## Phase shifts of Ga, Ge and As in copper from the Friedel sum rule: an inverse problem

### Counting the displaced states

A dopant in a degenerate electron gas scatters the carriers and gathers a screening cloud, and one set of phase shifts governs both. Take a spherical band of mass $m$, spin degeneracy 2 and $g_v$ equivalent valleys that the dopant does not couple, and let the self-consistent potential $V(r)$ be central and of short range. The radial function $u_l=rR_l$ at energy $\hbar^2k^2/2m$ behaves at large $r$ as $\sin(kr-l\pi/2+\delta_l)$, and attraction makes $\delta_l$ positive.

Enclose the dopant in a sphere of large radius $L$ and require $u_l(L)=0$. The allowed wave numbers obey

$$kL-\frac{l\pi}{2}+\delta_l(k)=n\pi ,$$

so the number of radial states per unit $k$ is $(L+d\delta_l/dk)/\pi$, and the dopant adds $\pi^{-1}d\delta_l/dk$. These added states sit near the dopant. For $l=0$, differentiating the radial equation with respect to $k$ gives $\partial_r(u'\,\partial_ku-u\,\partial_ku')=2ku^2$, and for any $R$ outside the potential

$$\int_0^R u_0^2\,dr=\frac{R}{2}+\frac12\frac{d\delta_0}{dk}-\frac{\sin(2kR+2\delta_0)}{4k}.$$

With unit amplitude the continuum carries the weight $2\,dk/\pi$, so the second term reproduces $\pi^{-1}d\delta_0/dk$. The third term, less its value without the dopant, oscillates in $R$; its contribution from the Fermi edge falls as $1/k_FR$.

One dopant cannot move the Fermi level of a macroscopic host, so the continuum is filled to the unperturbed $k_F$ and gains $[\delta_l(k_F)-\delta_l(0)]/\pi$ radial states. To these are added the $n_l$ bound radial states of angular momentum $l$. On the branch that is continuous in $k$ and vanishes at infinite energy, Levinson's theorem gives $\delta_l(0)=n_l\pi$, and the two terms cancel. If an s state lies exactly at threshold, $\delta_0(0)=(n_0+\tfrac12)\pi$, and the oscillating term returns the missing half state from its small-$k$ end, so the total keeps its form. The number of displaced electrons, bound ones included, is

$$\mathcal F=\frac{2g_v}{\pi}\sum_l(2l+1)\,\delta_l(k_F).$$

A conductor in equilibrium carries no macroscopic field, so the cloud neutralises the extra ionic charge $Ze$ inside a large sphere. A self-consistent potential must therefore satisfy $\mathcal F=Z$, which is the Friedel sum rule.

The weak limit is familiar. In the Born approximation $\sum_l(2l+1)\delta_l=k_Ff(0)$, and for $V=-Ze^2e^{-q_sr}/4\pi\epsilon r$ the forward amplitude is $f(0)=mZe^2/2\pi\hbar^2\epsilon q_s^2$. The rule then requires $q_s^2=e^2g_vmk_F/\pi^2\hbar^2\epsilon$, the Thomas–Fermi result. A donor in degenerate n-type Si, taken as six uncoupled spherical valleys, needs only $\sum_l(2l+1)\delta_l=\pi/12=0.262$. In copper $g_v=1$ and $Z$ reaches 4, so the phases are of order $\pi$.

### The forward model

Copper, the usual wiring metal, is treated as a free-electron gas with one electron per atom and a typical lattice constant $a=3.615$ Å as input. Then $k_F=(12\pi^2)^{1/3}/a=1.358$ Å$^{-1}$ and $E_F=7.03$ eV. The expansion coefficient compiled by Kaye and Laby, $16.5\times10^{-6}$ K$^{-1}$ at 293 K, falls on cooling, so the contraction down to helium temperature is below 0.48 % and is ignored. Ga, Ge and As have the same filled core as Cu, the core states cancel in the count, and $Z$ is the difference of atomic numbers: 2, 3 and 4. Three observables at atomic fraction $c$ are used.

**Residual resistivity.** With $\rho=m/ne^2\tau_{\rm tr}$, $1/\tau_{\rm tr}=cn\,v_F\sigma_{\rm tr}$ and $\sigma_{\rm tr}=4\pi S_{\rm tr}/k_F^2$,

$$\Delta\rho=\frac{4\pi\hbar c}{e^2k_F}S_{\rm tr},\qquad S_{\rm tr}=\sum_l(l+1)\sin^2(\delta_l-\delta_{l+1}).$$

The prefactor is 3.800 $\mu\Omega$ cm per at.%.

**Dingle temperature.** Quantum oscillations are damped by the lifetime $\tau$ of a state, with $k_BT_D=\hbar/2\pi\tau$. Every collision counts, so $1/\tau=cn\,v_F\sigma_{\rm tot}$ with $\sigma_{\rm tot}=4\pi S_{\rm tot}/k_F^2$. Using $n=k_F^3/3\pi^2$,

$$k_BT_D=\frac{4cE_F}{3\pi^2}S_{\rm tot},\qquad S_{\rm tot}=\sum_l(2l+1)\sin^2\delta_l .$$

The prefactor is 110.2 K per at.%.

**Lattice dilation.** An oversized solute pushes host ions out of the counting sphere, and this lowers the charge to be screened (Blatt's correction). In an isotropic elastic sphere of radius $R_s$ the displacement is radial, $w=A/r^2+Br$, with radial stress $-4\mu A/r^3+3KB$. A free surface gives $B=4\mu A/3KR_s^3$, and the sample grows by $4\pi A\gamma$, where $\gamma=1+4\mu/3K$ is Eshelby's factor. The term $A/r^2$ has no divergence away from the solute and carries $4\pi A/\Omega$ monovalent ions across any surrounding sphere, $\Omega$ being the atomic volume. The term $Br$ is negligible inside a sphere much smaller than the sample. The growth per solute is $3\Omega\eta$ with $\eta=d\ln a/dc$, so

$$\mathcal F=Z^*=Z-\frac{3\eta}{\gamma}.$$

The room-temperature constants compiled by Blaschke, $C_{11}=168.3$, $C_{12}=121.2$ and $C_{44}=75.7$ GPa, give $K=(C_{11}+2C_{12})/3=136.9$ GPa. With $C'=C_{11}-C_{12}$, the Voigt shear modulus is $(C'+3C_{44})/5=54.84$ GPa, the Reuss modulus is $5C'C_{44}/(4C_{44}+3C')=40.14$ GPa, and their mean is 47.49 GPa. The corresponding $\gamma$ are 1.53, 1.39 and 1.46. We take $\gamma=1.46\pm0.07$.

### The data

The values below were made for the exercise and rounded as data are. The resistivities and dilations were chosen to lie near the behaviour typical of these alloys. The Dingle temperatures are such as a spherical Fermi surface would give. The quoted uncertainties are independent standard deviations.

| solute | $\Delta\rho/c$ ($\mu\Omega$ cm/at.%) | $T_D/c$ (K/at.%) | $\eta$ |
|---|---|---|---|
| Ga | 1.42 ± 0.03 | 33 ± 1 | 0.080 ± 0.005 |
| Ge | 3.76 ± 0.07 | 90 ± 3 | 0.092 ± 0.005 |
| As | 6.80 ± 0.12 | 200 ± 6 | 0.128 ± 0.005 |

The model keeps s and p waves. The problem is to find $\delta_0$ and $\delta_1$ at $k_F$ on the Levinson branch, to decide whether they are unique, and to see what the data allow for a d wave. Division by the prefactors gives the reduced data, with $D=S_{\rm tot}-S_{\rm tr}$.

| solute | $S_{\rm tr}$ | $S_{\rm tot}$ | $D$ | $Z^*$ |
|---|---|---|---|---|
| Ga | 0.374 ± 0.008 | 0.299 ± 0.009 | −0.075 | 1.836 |
| Ge | 0.989 ± 0.018 | 0.817 ± 0.027 | −0.172 | 2.811 |
| As | 1.789 ± 0.032 | 1.815 ± 0.054 | 0.026 | 3.737 |

The uncertainties of $\eta$ and $\gamma$ combine to between 0.013 (Ga) and 0.016 (As) in $Z^*$; the value 0.015 is used for all three.

### What scattering alone determines

Both cross-sections are unchanged when any $\delta_l$ moves by $\pi$ and when all phases change sign together. It is therefore enough to search $0\le\delta_1\le\pi/2$ and $0\le\delta_0<\pi$. Put $x=\sin^2\delta_0$, $y=\sin^2\delta_1$ and $P=\sin\delta_0\cos\delta_0\sin\delta_1\cos\delta_1$. Then $S_{\rm tot}=x+3y$, and expanding $\sin^2(\delta_0-\delta_1)=x+y-2xy-2P$ gives

$$S_{\rm tr}=\sin^2(\delta_0-\delta_1)+2\sin^2\delta_1=S_{\rm tot}-2xy-2P .$$

Hence $2P=D-2xy$. Squaring with $P^2=x(1-x)y(1-y)$ gives $D^2=4xy(1+D-x-y)$, and eliminating $x$ leaves a cubic:

$$D^2=4y\,(S_{\rm tot}-3y)\,(1-S_{\rm tr}+2y).$$

The right side vanishes at $y=0$, $(S_{\rm tr}-1)/2$ and $S_{\rm tot}/3$, and its leading coefficient is negative. For the three data sets $S_{\rm tot}/3$ is the largest zero. The right side is positive below its lowest zero, where $y<0$, and on one hump between the two upper zeros. There are thus two admissible roots when $D^2$ lies below the top of the hump, as it does here. For each root the sign of $\cos\delta_0$ is that of $D-2xy$.

Let $\mathcal F_0=(2/\pi)(\delta_0+3\delta_1)$ in the reduced range. Shifting $\delta_0$ by $m_0\pi$ and $\delta_1$ by $m_1\pi$ adds $2M$ with $M=m_0+3m_1$, so a root permits $\mathcal F=\mathcal F_0+2M$ (direct family) or $-\mathcal F_0+2M$ (mirror family). The last two columns list the member of each family nearest to $Z^*$. Phases are in radians.

| solute | $y$ | $\delta_0$ mod $\pi$ | $\delta_1$ | direct | mirror |
|---|---|---|---|---|---|
| Ga | 0.0080 | 2.589 | 0.089 | 1.82 | 2.18 |
| Ga | 0.0935 | 3.005 | 0.311 | 2.51 | 1.49 |
| Ge | 0.0767 | 2.269 | 0.281 | 1.98 | 2.02 |
| Ge | 0.2536 | 2.902 | 0.528 | 2.86 | 3.14 |
| As | 0.3948 | 2.224 | 0.679 | 4.71 | 3.29 |
| As | 0.6048 | 0.026 | 0.891 | 3.72 | 4.28 |

One candidate per solute lies near $Z^*$: 1.82 against 1.836, 2.86 against 2.811, and 3.72 against 3.737. For As the match needs $M=1$, so $\delta_0$ lies just above $\pi$, although the cross-sections show almost no s scattering.

To judge the match, linearise with $p=\sin2\delta_0$, $q=\sin2\delta_1$ and $r=\sin2(\delta_0-\delta_1)$:

$$dS_{\rm tot}=p\,d\delta_0+3q\,d\delta_1,\qquad dS_{\rm tr}=r\,d\delta_0+(2q-r)\,d\delta_1 .$$

With the determinant $\Delta_2=p(2q-r)-3qr$,

$$d\mathcal F=\frac{2}{\pi}\,\frac{(2q-4r)\,dS_{\rm tot}+3(p-q)\,dS_{\rm tr}}{\Delta_2}.$$

With the coefficients tabulated further on, the standard deviations of $\mathcal F$ are 0.05, 0.09 and 0.07. Each accepted candidate lies within one of them. The least clearly rejected competitor, the mirror value 3.14 for Ge, is more than three away.

Two points on uniqueness follow. The mirror family is the direct family reflected about an integer, so an uncorrected integer $Z$ is equally far from both: 2.86 and 3.14 straddle 3. Only the dilation term lets the sum rule tell the two apart. Second, the shift $(m_0,m_1)=(3,-1)$ and its multiples leave the cross-sections and $\mathcal F$ unchanged, so none of these data can remove that freedom. It is removed by an assumption, that the solute acts as a net attraction in both channels, $\delta_l\ge0$. Since the accepted values have $\delta_0<3\pi$ and $\delta_1<\pi$, a shift in either direction makes one phase negative.

### The sum rule as a constraint

Once the branch is known, the sum rule is the sharpest of the three relations, because it is linear and $Z^*$ is known to better than one per cent. Kohn and Vosko combined it with the resistivity in this way. Setting $\delta_0=\pi Z^*/2-3\delta_1$ leaves one equation,

$$\sin^2\!\left(\frac{\pi Z^*}{2}-4\delta_1\right)+2\sin^2\delta_1=S_{\rm tr}.$$

On $0\le\delta_1\le\pi Z^*/6$, where both phases are non-negative, the left side starts below $S_{\rm tr}$ and crosses it once for each solute: its later minimum stays above $S_{\rm tr}$, and for As an earlier maximum stays below. For Ge the nearest root outside the interval is close, at $\delta_1=-0.044$ and $\delta_0=4.55$. It predicts $S_{\rm tot}=0.98$, which the Dingle temperature excludes. The errors follow from

$$d\delta_1=\frac{dS_{\rm tr}-r\,(\pi/2)\,dZ^*}{2q-4r},\qquad d\delta_0=\frac{\pi}{2}dZ^*-3\,d\delta_1 .$$

| solute | $\delta_0$ | $\delta_1$ | $2\delta_0/\pi$ | $6\delta_1/\pi$ | $S_{\rm tot}$ predicted |
|---|---|---|---|---|---|
| Ga | 2.598 ± 0.009 | 0.095 ± 0.006 | 1.65 | 0.18 | 0.295 |
| Ge | 2.869 ± 0.015 | 0.516 ± 0.005 | 1.83 | 0.98 | 0.802 |
| As | 3.182 ± 0.020 | 0.896 ± 0.007 | 2.03 | 1.71 | 1.831 |

The errors of $\delta_0$ and $\delta_1$ are correlated, since the part that comes from $S_{\rm tr}$ leaves $\delta_0+3\delta_1$ fixed. The Dingle temperature was held back in this step. The predicted $S_{\rm tot}$ lie within one standard deviation of 0.299, 0.817 and 1.815, so the two-wave model is consistent with the data; as the data were made for it, this says nothing about real alloys. The dilation term matters at this precision: leaving it out raises $Z^*$ of Ge by 0.189 and, to first order, $\delta_0$ by 0.14.

Across the series the s channel holds close to two displaced electrons and changes slowly, while the p channel takes up most of each added unit of charge. An s phase near $\pi$ scatters weakly, and for As the whole cross-section is practically p-like. The partial charges $2\delta_0/\pi$ and $6\delta_1/\pi$ count displaced electrons over all space and are not populations of the solute cell.

The data refer to $k_F$ only and do not give $n_0$. If one s level is bound below the band, $\delta_0(0)=\pi$, the level holds two electrons and the s continuum holds $2(\delta_0-\pi)/\pi=-0.35$, $-0.17$ and $0.03$ for Ga, Ge and As. If none is bound, $\delta_0(0)=0$ and the continuum holds the whole s charge. The sum is the same in both cases. This is the practical content of Levinson's theorem here: as a level is pulled out of the band, $\delta_0(0)$ jumps by $\pi$ while $\delta_0(k_F)$ and the screening charge change smoothly.

### The neglected d wave

The errors above assume $\delta_2=0$. A small $\delta_2$ adds $5\delta_2$ to the phase sum, changes $S_{\rm tr}$ by $-2q\,\delta_2$ through the term $2\sin^2(\delta_1-\delta_2)$, and leaves $S_{\rm tot}$ unchanged to first order. At fixed $Z^*$ and $S_{\rm tr}$,

$$d\delta_1=\frac{2q+5r}{2q-4r}\,\delta_2,\qquad d\delta_0=-5\delta_2-3\,d\delta_1 .$$

For Ge the coefficients are $-0.57$ and $-3.3$, so $\delta_2=0.05$ would move $\delta_0$ by $-0.16$, about ten times the error propagated from the data. Whether the third decimal of the phases means anything depends on how well the third datum bounds $\delta_2$.

Three relations for three phases have the Jacobian with rows $(1,3,5)$, $(p,3q,0)$ and $(r,\,2q-r,\,-2q)$ and the determinant $\Delta_3=5\Delta_2+6q(p-q)$. Cramer's rule gives

$$\delta_2=\frac{\Delta_2\,(\pi/2)\,dZ^*-(2q-4r)\,dS_{\rm tot}+3(q-p)\,dS_{\rm tr}}{\Delta_3}.$$

The central value uses for $dS_{\rm tot}$ the given minus the predicted $S_{\rm tot}$, with the other two increments zero. The error combines all three terms. The coefficients are evaluated at the constrained solutions.

| solute | $p$ | $q$ | $r$ | $\Delta_2$ | $\Delta_3$ | $\delta_2$ |
|---|---|---|---|---|---|---|
| Ga | −0.89 | 0.19 | −0.96 | −0.64 | −4.42 | 0.004 ± 0.011 |
| Ge | −0.52 | 0.86 | −1.00 | 1.16 | −1.26 | 0.07 ± 0.14 |
| As | 0.08 | 0.98 | −0.99 | 3.14 | 10.45 | 0.009 ± 0.032 |

All three values are compatible with zero, but the bounds differ widely. In d charge, $10\delta_2/\pi$, the uncertainty is 0.035 electrons for Ga and 0.10 for As. For Ge it is 0.4, because the two terms of $\Delta_3$ nearly cancel and the three relations are close to dependent. There the linear estimate also fails its own test: the omitted term $5\delta_2^2$ in $S_{\rm tot}$ is 0.098 at $\delta_2=0.14$, well above the uncertainty 0.027 of that datum. For Ge the data thus fix the branch and the two-wave solution, but if a d wave is admitted they determine $\delta_0$ only to some tenths of a radian. Waves with $l\ge3$ are not bounded separately at all, since a fourth phase has no fourth relation.

The phases found are those of the model. The Fermi surface of copper has necks at the zone faces and a filled d band below it, so a real Dingle temperature depends on the orbit, and the phases that enter the sum rule include back-scattering from the host lattice. The continuum estimate of the dilation term is applied at atomic distances, and its systematic uncertainty may exceed the 0.015 propagated here; the phases respond to it linearly through the coefficients of $dZ^*$. The structure of the inversion does not depend on these details: with s and p waves the two cross-sections fix the phases up to a common sign, multiples of $\pi$ and a twofold choice of root of the cubic, and with a d wave admitted they leave a continuous family. Neutrality supplies the one linear relation that counts electrons, and in the two-wave model it is this relation that chooses between the roots.